Q: This is one metal calculated at nine volumes. Two rows share the lowest energy, so which volume does aluminium prefer here?

Fcc aluminium at fixed volumes, calculated with Ansatz 0.2.0: all-electron LAPW, PBE, scalar-relativistic, no spin polarisation, 14×14×14 k mesh, Fermi-Dirac smearing of 0.05 eV, basis error target 1 meV/atom. Pressure is positive in compression. The energy is the electronic free energy less that of spherical, unpolarised free atoms.

```
volume (Å³/atom)  shortest distance (Å)  pressure (GPa)  energy less free atoms (eV/atom)
          15.588                  2.804           4.710                            -3.723
          15.919                  2.824           2.742                            -3.730
          16.251                  2.843           0.974                            -3.734
          16.417                  2.853           0.159                            -3.735
          16.582                  2.862          -0.612                            -3.735
          16.748                  2.872          -1.339                            -3.733
          16.914                  2.881          -2.022                            -3.732
          17.246                  2.900          -3.264                            -3.726
          17.577                  2.918          -4.352                            -3.718
```

A: Read the pressure column. Pressure is the downhill slope of the energy with volume: positive means that the crystal would expand if released, negative that it would shrink. The sign changes between the two tied rows, and a straight line between them puts zero pressure at 16.45 Å³ per atom, a cubic edge of 4.04 Å.

The energies tie because the bottom of the curve is flat. Moving 0.19 Å³ away from the minimum costs only half a millielectronvolt. The two tied rows lie closer than that and differ by 0.25 meV, which is lost when the energy is printed to three decimals. The slope changes visibly over the same distance.

Q: The largest volume costs more energy than the smallest. Is aluminium harder to stretch than to squeeze?

A: No, the two ends aren't equally far from the minimum. The smallest volume lies 5.2% below it and the largest 6.8% above it. Divided by the square of the volume change, the cost is about 16 meV/Å⁶ on the compressed side and 13 on the stretched side, so squeezing is harder.

The bulk modulus B, the pressure rise per fractional loss of volume, shows the same thing. Taken from one row to the next, it falls at every step of expansion, from 94 to 57 GPa. Near zero pressure it is about 77 GPa, so pressing out 1% of the volume takes roughly 0.8 GPa.

Q: Why does the metal soften as it expands?

A: Picture the three outer electrons of each atom as a gas shared by the whole crystal. Confining them to less space raises their kinetic energy, because the Pauli principle forces them into shorter waves. That pushes outwards. The attraction between electrons and ions, helped by exchange among the electrons, pulls inwards.

The push changes more steeply with volume than the pull. On compression it wins quickly, and the crystal resists strongly. On expansion it fades faster than the pull, so the restoring force grows more and more slowly. That is softening.

Q: Can you turn that picture into a number for the stiffness?

A: Yes. Let V be the volume per atom. The kinetic energy of the gas goes as V^(−2/3) and the attraction as V^(−1/3), so their pressures go as V^(−5/3) and V^(−4/3). At zero net pressure both have the same size, P_gas, and

B = (5/3) P_gas − (4/3) P_gas = P_gas/3

For a free electron gas, P_gas is two fifths of the electron density times the Fermi energy. The density is 3/16.45 = 0.182 electrons per Å³ and the Fermi energy about 11.7 eV, which gives 0.85 eV/Å³, or 137 GPa. The estimate for B is therefore 46 GPa. The equilibrium volume is taken from the table, and it does two jobs: it fixes the density, and it sets the strength of the attraction, which is not calculated here but chosen to balance the gas at that volume.

That is 40% below the calculated 77 GPa: the right order of magnitude, but too soft. The model also softens too slowly. Its B changes by 3 GPa per GPa of pressure near equilibrium, while a fit to all nine pressures, assuming that B grows linearly with pressure, gives 4.8.

Q: What does the picture leave out?

A: Theory points to two things. The outer electrons are kept out of the space filled by the core electrons, which adds a steeper repulsion. This is not a small correction. For point ions of charge three, the attraction is expected to outpull the gas by a wide margin at this density, and the core repulsion makes up the difference. With all three terms at full strength the model is expected to come out stiffer than 77 GPa, not softer, so the 46 GPa lands near the answer partly because a weakened pull stands in for the missing core. The electrons also rearrange around the ions instead of staying uniform, which alters the balance again. Nine total pressures can't separate these two effects.

Q: Then is there evidence in the calculation for the electron gas itself?

A: The best evidence is the width of the occupied outer band, from its bottom to the Fermi level. In every row it is about 95% of the free-electron value. It narrows on expansion as V^(−0.61), close to the V^(−2/3) of the gas. In this respect the outer electrons do behave almost as if they were free. The states at the Fermi level follow the gas less well. The entropy term of the smearing, which tracks their density, grows from 3.7 to 5.0 meV across the series, where a free gas would gain only about 8%. Real band structure or the finite k mesh could be behind that.

The energy parts, available for two rows on opposite sides of the minimum, show how large the opposing changes are. From 15.919 to 17.246 Å³ the kinetic energy falls by 1.83 eV, while the electrostatic and exchange-correlation energies together rise by almost exactly as much. The total moves by only 4 meV. A flat energy curve can thus hide large changes that cancel.

The same kinetic energy also shows the limit of the picture. Three free electrons have an average energy of three fifths of the Fermi energy, so they would lose 3 × 0.6 × (11.99 − 11.36) = 1.1 eV. The calculated loss is larger, in nearly the same proportion as the stiffness. That is no accident. Near zero pressure, the virial theorem ties the fall in total kinetic energy to three times the bulk modulus times the volume change, so a gas model that is too soft also loses too little kinetic energy. The calculated value covers all electrons. The rapid oscillations of the outer ones near the nucleus, which a uniform gas lacks, are expected to supply part of the difference.

Q: What would change if I took sodium instead, or a different reference for the energy?

A: Sodium gives one electron per atom to the gas and has a larger volume per atom, so its electron density is several times lower. The gas pressure goes as the density to the power 5/3. Both push and pull are then much weaker, and sodium is indeed known to be far softer than aluminium. For simple metals of this kind, ask first how many outer electrons share each unit of volume.

Changing the energy reference would do nothing to the volume or the stiffness. The last column is measured from spherical, unpolarised free atoms, in which the single p electron is spread evenly over both spins and all directions. A real aluminium atom needn't spread it so, and has a lower energy. The value near −3.7 eV is therefore not the cohesive energy. A better atom would shift all nine entries by the same constant and leave every slope alone.

Q: Which digits would you rely on?

A: As results of this density functional at these settings, I would quote 16.45 Å³ for the volume and 77 to 78 GPa for the bulk modulus: the fit to all rows gives the lower figure, and the steps on either side of zero pressure point to the higher. Comparison with a measured crystal would also need the zero-point and thermal motion of the atoms, which are missing here. The printed energies, rounded to 1 meV on so flat a curve, fix the volume less closely than the pressures do.

I would be more careful with the 4.8. Taken step by step, the change of B with pressure goes from about 4 on the compressed side to nearly 6 on the stretched side, as the output below shows. The jumps between neighbouring steps come from volumes rounded to three decimals; with the unrounded volumes the rise is smooth. The usual equation-of-state forms are expected to drift in this direction, but much less. The excess may belong to aluminium or to a k mesh that is coarse for this smearing, since small errors in pressure grow when differences are taken twice. Repeating the series with a denser mesh would help to tell them apart.

Printed output of the fit:

```
Stiffness from the row above to this row, energy cost and occupied width:
     row  B_GPa  dB_dP  cost_meV  width_eV  free_electron_eV  percent_of_free
  15.588    n/a    n/a     12.04      11.5             12.16            94.62
  15.919  93.66    n/a      4.37     11.35             11.99             94.7
  16.251  85.65  4.286      0.57     11.21             11.82             94.8
  16.417  80.19  4.228         0     11.14             11.74            94.86
  16.582   77.1  3.905      0.25     11.07             11.66            94.91
  16.748  72.98  5.491      1.27        11             11.59            94.97
  16.914  69.25  5.297      3.02     10.94             11.51            95.03
  17.246  63.89  5.565      8.55     10.81             11.36            95.13
  17.577  57.23   5.72     16.46     10.68             11.22            95.22
fit of pressure on 9 rows: constant -15.95 +/- 0.029, coefficient of u**s 15.94 +/- 0.029, s 4.825; rms 0.0119, worst 17.577 -0.0154, leave-one-out rms 0.03
fit of pressure on 9 rows: coefficient of u**(7/3) 115.4 +/- 0.68, coefficient of u**(5/3) -115.4 +/- 0.68; rms 0.0426, worst 17.577 -0.0834, leave-one-out rms 0.0655
Volume at zero pressure, interpolated (Å³/atom): 16.45
Cubic edge at zero pressure (Å): 4.037
Bulk modulus at zero pressure, Murnaghan fit (GPa): 76.89
Volume change that costs 0.5 meV (Å³/atom): 0.1851
Smallest volume against the zero-pressure volume (%): -5.246
Largest volume against the zero-pressure volume (%): 6.844
Cost per squared volume change, smallest volume (meV/Å⁶): 16.17
Cost per squared volume change, largest volume (meV/Å⁶): 12.98
Largest gap between integrated pressure and table energies (meV): 0.8908
Pressure of a free gas of 3 electrons per atom (GPa): 137
Bulk modulus of that gas alone (GPa): 228.4
Bulk modulus of gas balanced by V^(-1/3) attraction (GPa): 45.68
Kinetic change 15.919 to 17.246 from the virial theorem (eV): -1.876
Kinetic change 15.919 to 17.246, computed (eV): -1.83
Electrostatic change, same rows (eV): 1.212
Exchange-correlation change, same rows (eV): 0.6229
Fall of Fermi level and of band bottom, first to last row, ratio: 2.283
Power of volume followed by the occupied width: -0.614
```
